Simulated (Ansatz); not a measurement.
**Ligand exchange: C4H9Cl + GaH2(SH) → C4H10S + GaH2Cl**

Gas-phase species: C4H9Cl `CC(C)(C)Cl`, singlet; GaH2(SH), singlet; C4H10S `CC(C)(C)S`, singlet; GaH2Cl `[Cl][GaH2]`, singlet. The partners trade Cl for SH: C–Cl and Ga–SH bonds give way to C–SH and Ga–Cl.

Shapes, held fixed at every level: PBE0-D4/def2-TZVP. Flexible molecules stand in one conformer, not always the lowest. Programs: Ansatz 0.2.0. The zero-point and thermal change to 298 K, harmonic and unscaled (PBE0-D4/def2-TZVP), is +0.3 kJ/mol.

| level | kind | ΔH(298 K) (kJ/mol) | less CCSD(T)/def2-TZVPP |
| --- | --- | --- | --- |
| HF/def2-SVP | Hartree–Fock | -33.2 | -8.1 |
| PBE-D4/def2-TZVPP | GGA | -19.5 | +5.6 |
| BHLYP-D4/def2-TZVPP | global hybrid | -27.0 | -1.9 |
| wB97M-V/def2-TZVPP | range-separated hybrid | -25.4 | -0.3 |
| MP2/def2-SVP | perturbation theory | -31.7 | -6.6 |
| CCSD(T)/def2-SVP | coupled cluster or CI | -28.9 | -3.8 |
| CCSD/def2-SVP | coupled cluster or CI | -29.9 | -4.8 |
| CCSD(T)/def2-TZVPP | coupled cluster or CI | -25.1 | 0.0 |

The highest level, CCSD(T)/def2-TZVPP, gives ΔH(298 K) = -25.1 kJ/mol; the levels span -33.2 to -19.5. The column of differences is taken from that level and isn't an error. No measured value is set beside it here. Relativity is left out for Ga. Outer-core shells of Ga are correlated, in sets that cover them unevenly.

The exchange is exothermic at every level: chloride prefers gallium and thiolate prefers carbon. What counts is the difference between two preferences, not the strength of any one bond. Gallium is much more electropositive than carbon, so replacing sulfur by the more electronegative chlorine gains more polar, ionic stabilisation at Ga than it does at the tertiary carbon. One bond of each type is exchanged for another, so the thermal term nearly cancels and the driving force is electronic.

The sign is therefore secure within this set, but the magnitude is less so. Enlarging the basis moves CCSD(T) from -28.9 to -25.1 kJ/mol, a larger change than adding triples to CCSD in the small basis. Part of the Hartree–Fock and MP2 offsets thus probably reflects the basis rather than the treatment of correlation, and the close match of wB97M-V doesn't establish comparable accuracy at the basis-set limit. The result applies to isolated monomers; association through Ga–Cl–Ga or Ga–S–Ga bridges could shift the balance in condensed phases.
